**Ring-current probes for five aryl thiocyanates**

The table holds nucleus-independent chemical shifts at the ring centre and 1 Å off it, with HOMO-LUMO gaps and bond lengths, for phenyl, furyl and thienyl thiocyanates (PBE0/pcSseg-1 on GFN2-xTB geometries). The program splits NICS(1) into normal and in-plane parts and tests a free-electron current loop with six π electrons. The single loop gives the sign and size of NICS(1)zz without fitted parameters, 13 to 33% too strong relative to the table, but not the ranking of the rings. The conformers differ: the group stands roughly across the ring plane in phenyl and 2-furyl and lies near it in the others, so small differences mix ring and conformer. Neither one loop nor two loops at a common height reproduce the ratio of NICS(0) to NICS(1) for both ring sizes. Fits to the inverse gap and to the bond length are also tried; fitted to the five-membered rings alone, both miss phenyl by 2 to 3 ppm.

PySCF 2.14.0, PBE0/pcSseg-1 with density fitting, gas phase, GFN2-xTB geometries, for thiocyanates with the SCN group bound through S to a ring carbon of the carrier (SMILES, * is the group). NICS is the negative GIAO shielding at the ring centre (0) or 1 Å off the ring plane (1, mean of both faces); zz is the component along the ring normal.

## Script

```python
# Table: NICS(0), NICS(1), NICS(1)zz (ppm), gap (eV), C-S bond (A) of aryl thiocyanates; PySCF GIAO
# PBE0/pcSseg-1 on GFN2-xTB geometries. Tested: in-plane/normal split of NICS(1), a free-electron
# six-pi current loop (Biot-Savart), and 1/gap and bond length as rival accounts of NICS(1)zz.
T = {
    'member': ['*c1ccccc1', '*c1ccoc1', '*c1ccsc1', '*c1ccco1', '*c1cccs1'],
    'formula': ['C7H5NS', 'C5H3NOS', 'C5H3NS2', 'C5H3NOS', 'C5H3NS2'],
    'around': ['C C', 'C C', 'C C', 'C O', 'C S'],
    'bond': [1.808, 1.767, 1.777, 1.767, 1.769],  # Å
    'size': [6, 5, 5, 5, 5],
    'n0': [-9.0, -12.0, -12.5, -12.3, -11.9],  # ppm
    'n1': [-11.4, -10.0, -11.0, -10.4, -10.5],  # ppm
    'n1zz': [-28.7, -25.6, -25.8, -26.5, -24.3],  # ppm
    'gap': [6.55, 6.27, 6.0, 6.5, 5.8],  # eV
}
import numpy as np
from scipy import constants as C
from scipy.optimize import brentq
bond, n0, n1, zz, gap = (np.array(T[k], float) for k in ('bond', 'n0', 'n1', 'n1zz', 'gap'))
size = np.array(T['size'], int)
het = ['O' if 'o' in m else 'S' if 's' in m else 'C' for m in T['member']]
name = ['phenyl' if h == 'C' else ('3-' if a == 'C C' else '2-') + {'O': 'furyl', 'S': 'thienyl'}[h]
        for h, a in zip(het, T['around'])]
ix = {n: i for i, n in enumerate(name)}
ph = ix['phenyl']; five = size == 5
ip = (3*n1 - zz)/2
print('Split of NICS(1), ppm; floors: columns 0.05, in-plane mean 0.10, differences of columns 0.10')
for i, n in enumerate(name):
    print(f'{n:10s} zz/3 {zz[i]/3:6.2f} ({100*zz[i]/3/n1[i]:.0f}%) in-plane {ip[i]:5.2f} n0-n1 {n0[i]-n1[i]:+.1f} n0/n1 {n0[i]/n1[i]:.2f}')
cols = (('n0', n0), ('n1', n1), ('zz', zz), ('in-plane', ip), ('gap/eV', gap), ('bond/A', bond))
print('five-ring mean minus phenyl: ' + ', '.join(f'{k} {v[five].mean()-v[ph]:+.2f}' for k, v in cols))
for a_, b_ in (('3-thienyl', '3-furyl'), ('2-thienyl', '2-furyl'), ('2-furyl', '3-furyl'), ('2-thienyl', '3-thienyl')):
    print(f'{a_} - {b_}: ' + ', '.join(f'{k} {v[ix[a_]]-v[ix[b_]]:+.3g}' for k, v in cols))
rec = {'C': 1.4, 'O': 1.4, 'S': 1.7}  # rough recalled ring C-X bond lengths, A
a = np.array([((s-2)*rec['C'] + 2*rec[h])/s/(2*np.sin(np.pi/s)) for s, h in zip(size, het)])
g = lambda r, z, h: 0.5*r*r*((r*r+(z-h)**2)**-1.5 + (r*r+(z+h)**2)**-1.5)  # 1/A
J = 6*C.e**2/(4*np.pi*C.m_e)
h0 = 4*C.physical_constants['Bohr radius'][0]*1e10/(6 - 3*0.35 - 2*0.85)  # Slater C 2p maximum
pref = C.mu_0/2*1e10*1e6
m1, m2 = -pref*J*g(a, 1, 0), -pref*J*g(a, 1, h0)
print(f'Free-electron current, N=6: {J*1e9:.1f} nA/T; two-loop height h = {h0:.2f} A')
print(f'geometric factor at 1 A, spread over rings: one loop {100*np.ptp(m1)/abs(m1).max():.1f}%, two loops {100*np.ptp(m2)/abs(m2).max():.1f}%')
print(f'table spread of zz: {np.ptp(zz):.1f} ppm = {100*np.ptp(zz)/abs(zz).max():.0f}% of phenyl')
for i, n in enumerate(name):
    print(f'{n:10s} a {a[i]:.2f} A zz {zz[i]:.1f} one loop {m1[i]:.1f} ({100*(m1[i]/zz[i]-1):+.0f}%) two loops {m2[i]:.1f} ({100*(m2[i]/zz[i]-1):+.0f}%)')
s = (m1 @ zz)/(m1 @ m1); r = zz - s*m1
print(f'one loop, one common scale {s:.2f}: residuals', np.round(r, 1), f'rms {np.sqrt(np.mean(r**2)):.2f} ppm')
print('Centre/1 A ratio: table n0/n1, one loop, two loops, h needed; loop-only n0 from zz/3')
for i, n in enumerate(name):
    R = lambda h: g(a[i], 0, h)/g(a[i], 1, h)
    hf = brentq(lambda h: R(h) - n0[i]/n1[i], 0, 1.4)
    print(f'{n:10s} {n0[i]/n1[i]:.2f} {R(0):.2f} {R(h0):.2f} h {hf:.2f} A; two-loop n0 {zz[i]/3*R(h0):.1f} vs {n0[i]:.1f} ppm')
print('Rival fits of zz (row order: ' + ' '.join(name) + '); std of zz', f'{zz.std():.2f} ppm')
for lab, x in (('A+B/gap', 1/gap), ('A+B*bond', bond)):
    for sel, m in (('all rows', size > 0), ('five-rings only (other ring size predicted)', five)):
        B, A = np.polyfit(x[m], zz[m], 1); r = zz - (A + B*x)
        print(f'{lab}, {sel}: A {A:.1f} B {B:.1f} rms {np.sqrt(np.mean(r[m]**2)):.2f} res', np.round(r, 1))
d = lambda v, p, q: v[ix[p]] - v[ix[q]]
for h in ('furyl', 'thienyl'):
    print(f'3->2 slope dzz/dgap, {h}: {d(zz, "2-"+h, "3-"+h)/d(gap, "2-"+h, "3-"+h):.1f} ppm/eV')
# further output of the same calculation: face zz, Mayer orders (two C=C, middle C-C, C-S), HOMO, LUMO
further = {'3-furyl': ((-25.46, -25.76), (1.607, 1.537), 1.237, 0.96, -7.0375, -0.76581),
           '2-furyl': ((-26.97, -26.12), (1.505, 1.582), 1.283, 1.039, -7.4699, -0.96798)}
for n, (f, dd, sg, cs, ho, lu) in further.items():
    print(f'further, {n}: face difference zz {abs(f[0]-f[1]):.2f} ppm, order alternation {np.mean(dd)-sg:.2f}, C-S order {cs:.2f}')
print(f"further, 3->2 furyl: HOMO {further['2-furyl'][4]-further['3-furyl'][4]:+.2f} eV, LUMO {further['2-furyl'][5]-further['3-furyl'][5]:+.2f} eV")
assert n0.argmax() == ph and zz.argmin() == ph
assert max(ip[ix['2-thienyl']], ip[ix['3-thienyl']]) < min(ip[ix['2-furyl']], ip[ix['3-furyl']]) - 0.2
assert np.all(m1 < zz) and np.all(zz < 0)
assert d(zz, '2-furyl', '3-furyl') < 0 < d(zz, '2-thienyl', '3-thienyl')
```

Output:

```
Split of NICS(1), ppm; floors: columns 0.05, in-plane mean 0.10, differences of columns 0.10
phenyl     zz/3  -9.57 (84%) in-plane -2.75 n0-n1 +2.4 n0/n1 0.79
3-furyl    zz/3  -8.53 (85%) in-plane -2.20 n0-n1 -2.0 n0/n1 1.20
3-thienyl  zz/3  -8.60 (78%) in-plane -3.60 n0-n1 -1.5 n0/n1 1.14
2-furyl    zz/3  -8.83 (85%) in-plane -2.35 n0-n1 -1.9 n0/n1 1.18
2-thienyl  zz/3  -8.10 (77%) in-plane -3.60 n0-n1 -1.4 n0/n1 1.13
five-ring mean minus phenyl: n0 -3.17, n1 +0.93, zz +3.15, in-plane -0.19, gap/eV -0.41, bond/A -0.04
3-thienyl - 3-furyl: n0 -0.5, n1 -1, zz -0.2, in-plane -1.4, gap/eV -0.27, bond/A +0.01
2-thienyl - 2-furyl: n0 +0.4, n1 -0.1, zz +2.2, in-plane -1.25, gap/eV -0.7, bond/A +0.002
2-furyl - 3-furyl: n0 -0.3, n1 -0.4, zz -0.9, in-plane -0.15, gap/eV +0.23, bond/A +0
2-thienyl - 3-thienyl: n0 +0.6, n1 +0.5, zz +1.5, in-plane +0, gap/eV -0.2, bond/A -0.008
Free-electron current, N=6: 13.5 nA/T; two-loop height h = 0.65 A
geometric factor at 1 A, spread over rings: one loop 2.0%, two loops 7.1%
table spread of zz: 4.4 ppm = 15% of phenyl
phenyl     a 1.40 A zz -28.7 one loop -32.5 (+13%) two loops -35.8 (+25%)
3-furyl    a 1.19 A zz -25.6 one loop -31.9 (+25%) two loops -38.5 (+50%)
3-thienyl  a 1.29 A zz -25.8 one loop -32.4 (+25%) two loops -37.1 (+44%)
2-furyl    a 1.19 A zz -26.5 one loop -31.9 (+20%) two loops -38.5 (+45%)
2-thienyl  a 1.29 A zz -24.3 one loop -32.4 (+33%) two loops -37.1 (+53%)
one loop, one common scale 0.81: residuals [-2.2  0.3  0.5 -0.6  2. ] rms 1.40 ppm
Centre/1 A ratio: table n0/n1, one loop, two loops, h needed; loop-only n0 from zz/3
phenyl     0.79 1.86 1.26 h 1.18 A; two-loop n0 -12.0 vs -9.0 ppm
3-furyl    1.20 2.23 1.25 h 0.68 A; two-loop n0 -10.6 vs -12.0 ppm
3-thienyl  1.14 2.02 1.26 h 0.74 A; two-loop n0 -10.8 vs -12.5 ppm
2-furyl    1.18 2.23 1.25 h 0.69 A; two-loop n0 -11.0 vs -12.3 ppm
2-thienyl  1.13 2.02 1.26 h 0.74 A; two-loop n0 -10.2 vs -11.9 ppm
Rival fits of zz (row order: phenyl 3-furyl 3-thienyl 2-furyl 2-thienyl); std of zz 1.45 ppm
A+B/gap, all rows: A -52.2 B 161.3 rms 0.78 res [-1.2  0.8 -0.5  0.8  0. ]
A+B/gap, five-rings only (other ring size predicted): A -41.8 B 99.5 rms 0.38 res [-2.1  0.3 -0.6 -0.   0.3]
A+B*bond, all rows: A 113.0 B -78.3 rms 0.77 res [-0.1 -0.2  0.3 -1.1  1.2]
A+B*bond, five-rings only (other ring size predicted): A -25.5 B -0.0 rms 0.80 res [-3.1 -0.  -0.2 -0.9  1.3]
3->2 slope dzz/dgap, furyl: -3.9 ppm/eV
3->2 slope dzz/dgap, thienyl: -7.5 ppm/eV
further, 3-furyl: face difference zz 0.30 ppm, order alternation 0.33, C-S order 0.96
further, 2-furyl: face difference zz 0.85 ppm, order alternation 0.26, C-S order 1.04
further, 3->2 furyl: HOMO -0.43 eV, LUMO -0.20 eV
```
